The first row looks wrong. Hartree–Fock (HF) places the sextet of GeH2N 782 meV too close to the quartet, an error of 16 percent on a reference gap of 4.89 eV. CCSD, with the same atoms and the same basis, is off by only 15 meV. What separates the two rows is the treatment of electron correlation, the way electrons avoid one another beyond their average repulsion.

Vertical gap of neutral GeH2N, sextet minus quartet, at the PBE0/def2-TZVP geometry, computed with Ansatz 0.2.0 and AFQMC afq 1 (own program). All levels use UHF determinants, the cc-pVDZ basis and frozen cores (Ge 3d included), without relativity. ph-AFQMC/CISD is phaseless AFQMC with a CISD trial; in released AFQMC the constraint is let go.

```
         level  this level less the reference (CCSDT(Q), same basis) (meV)  statistical noise, one standard error (meV)
            HF                                                      -782.0                                        0.000
           MP2                                                      -210.0                                        0.000
          CCSD                                                       -15.0                                        0.000
       CCSD(T)                                                        -4.0                                        0.000
         CCSDT                                                        -1.0                                        0.000
 ph-AFQMC/CISD                                                       -11.0                                       13.000
released AFQMC                                                       -13.0                                       21.000
```

Each error belongs to one vertical gap, the energy of the sextet minus that of the quartet with the atoms held fixed. A negative value means that the gap is too small, so the high-spin state comes out too low. Every row has this sign, though in the two AFQMC rows the noise is larger than the error. The sizes worth remembering are most of an electronvolt for HF, a fifth of an electronvolt for second-order perturbation theory (MP2), and 15 meV or less from CCSD onwards.

What the two states are

The quartet has three unpaired electrons. The symmetries of its occupied orbitals fit two of them in 4p orbitals of germanium and one in a p orbital of nitrogen. To reach the sextet, one more pair must be opened and one of its electrons turned over, so that five spins point the same way. A state of another spin lies lower still, so this gap is a test of method and not the first excitation of the molecule. The HF solutions are unrestricted, which means that a state can take on some character of a higher spin. In the quartet this admixture is at most about 0.8 percent, far too little to explain the HF error.

Why HF favours the sextet

Two electrons of equal spin can't be at the same place, because the wave function changes sign when they are exchanged. HF obeys this rule and therefore already keeps them apart. Two electrons of opposite spin are under no such rule, and in HF they move as if each saw only the average cloud of the other. They come too close too often, and their repulsion is overestimated.

An opposite-spin pair therefore has more energy to gain from correlation than an equal-spin pair. The quartet has more opposite-spin pairs than the sextet, so HF leaves the quartet too high by a larger amount. The gap shrinks. The same reasoning suggests this sign for other vertical excitations that open a pair and raise the spin, unless the electron moves into a shell where correlation is much stronger.

How large the effect should be

The size can be estimated by counting. Eleven electrons are correlated here, 7 with spin up and 4 with spin down in the quartet. The electron that turns over had 7 partners of opposite spin and 3 of equal spin, and afterwards these roles are swapped. The net change is that four opposite-spin pairs become equal-spin pairs:

7 × 4 − 8 × 3 = 28 − 24 = 4

The value of a pair comes from the MP2 energy of the quartet, which divides into an opposite-spin and an equal-spin part. Shared out evenly, these parts give 142.5 meV for each of the 28 opposite-spin pairs and 42.8 meV for each of the 27 equal-spin pairs. Turning one kind into the other costs about a tenth of an electronvolt. For four pairs:

4 × (142.5 − 42.8) meV ≈ 399 meV

Nothing in this estimate was adjusted to the gap. The fair comparison is with the change of the gap between HF and MP2, because the pair energies are themselves MP2 energies. That change is 572 meV, so the count accounts for 70 percent of it. It gets the direction and the order of magnitude right, which supports the picture without proving it.

The estimate has good reason to come out low. An average over all pairs includes electrons that sit on different atoms and hardly meet. The excitation, however, breaks up two electrons that share one orbital, and such a pair is correlated far more strongly than the average. One gap can't show how well the count would do elsewhere.

Why MP2 still fails

MP2 removes about three quarters of the HF error and leaves 210 meV. It lets each pair of electrons respond to its repulsion once, as if all other pairs stood still. For a filled s shell with empty p orbitals of the same shell above it, as in germanium, that single response tends to be too weak. This is no general rule for small orbital gaps: when the gap nearly closes, MP2 overshoots instead.

The numbers show that this weakness is uneven. In the quartet, MP2 fails to recover 1059 of 6204 meV of correlation energy, or 17 percent. Had it lost the same share in both states, the gap would be wrong by 17 percent of 782 meV, about 130 meV. The actual error is more than half as large again, so the part of the correlation that distinguishes the two states is treated worse than the rest.

A likely culprit is the pair that is opened. If it is the 4s pair of germanium, with one electron promoted into the 4p shell, then the quartet holds a pair with empty orbitals close by and the sextet doesn't. That would be a harder case for MP2 in one state only, though not a severe one, since no double excitation dominates the quartet's coupled-cluster wave function. This assignment is a guess, made without looking at the orbitals of the sextet.

CCSD cures most of the trouble because it determines the motion of all pairs together, each in the presence of the others. What remains is mainly the joint motion of three electrons, which CCSD(T) adds approximately and CCSDT in full. For this gap those additions are small: 11 meV for the first and 3 meV more for the second.

Why small gap errors come so early

A good gap doesn't mean that the total energies are good. At each level the gap error is a difference of two larger errors:

gap error = error of the sextet − error of the quartet

For MP2, the quartet lies 1059 meV above its CCSDT(Q) energy. With the gap error from the table, the sextet must then lie 849 meV above its own, provided that the gap was formed with this same quartet energy. The sextet figure is thus inferred and doesn't test the relation. What it reveals is how much cancels.

From HF to CCSDT, roughly 10 to 20 percent of the quartet's error survives in the gap. The likely reason is simple: of the 55 electron pairs, 45 don't involve the electron that turns over, and what a method gets wrong in them is largely the same in both states. CCSD is the clearest case, with 154 meV of error in the quartet's energy and only 15 meV in the gap. The small gap error should therefore not be carried over to a process that makes or breaks bonds, where the pairs change more and less may cancel.

How to recognise the failure without a reference

In practice the reference is often what one can't afford. The steps between successive levels then carry the warning. From HF to MP2 the gap moves by 572 meV and from MP2 to CCSD by 195 meV, but from CCSD to CCSD(T) by only 11 meV. The sudden drop in the size of the step, by more than a factor of ten, marks the point at which the gap has settled.

A useful habit is to take the last step as a cautious guess of the error that remains. It holds at every level from MP2 to CCSDT in this table: the remaining error is at most about 40 percent of the step that led there. For MP2 that means a step of 572 meV and a true error of 210 meV, so a user who had seen only HF and MP2 would have been properly warned. The habit rests on one well-behaved gap, and it can deceive where a single determinant is a poor starting point.

What the AFQMC rows can decide

Auxiliary-field quantum Monte Carlo (AFQMC) reaches the correlation energy by a different route, a random walk in the space of determinants, and pays for it with statistical noise. The phaseless version, which holds the walk in check with a constraint, gives an error of −11 ± 13 meV. MP2 lies 15 standard errors away from it and is plainly rejected. CCSD lies 0.3 standard errors away, so the same calculation agrees with CCSD within its noise but can't tell whether CCSD or the reference is closer to the truth.

Letting the constraint go changes the result by 2 meV while the noise rises to 21 meV, so neither a bias of the constraint nor a gain from its release can be seen. The closeness of AFQMC to the reference also needs a grain of salt. CCSDT(Q) was accepted as the reference only because it agreed with the released walk within a few tens of meV, so some of the agreement was built in. The verdict on HF and MP2 is safe, because their errors are far larger than that margin.

What to do

For a gap like this one, HF should serve only as a starting point, and an MP2 value should be trusted to a few tenths of an electronvolt at best. CCSD is the first level in this table that suffices for most purposes, and CCSD(T) is a sensible check on it. If AFQMC is to separate those two, its noise must fall from 13 meV to about 4 meV. Since noise shrinks with the square root of the sampling, that takes roughly ten times as many samples. Even then the bias of the phaseless constraint, which doesn't shrink with sampling, would have to be shown to be smaller than the difference. In the data makers' tests on other systems it came to some meV; for this gap it hasn't been resolved.

Beyond CCSD(T), effort is better spent on the basis than on the method. The upper state may be spread out in space, and the basis has no diffuse functions to describe it. The 3d electrons of germanium are frozen and relativity is left out, in every row alike. The last few meV in the table therefore measure agreement within one model, and the gap of the real molecule may differ from all rows by much more.

The point has a practical side in the growth of germanium films from precursors with Ge–N bonds. When such bonds break, they can leave fragments with unpaired electrons, and the spin state of a fragment affects how it reacts. A ranking of spin states by HF is likely to lean towards high spin for the reason seen here. It should be repeated with at least CCSD before a reaction path is built on it, and with a method that starts from several determinants where a single one can't describe the low-spin state.
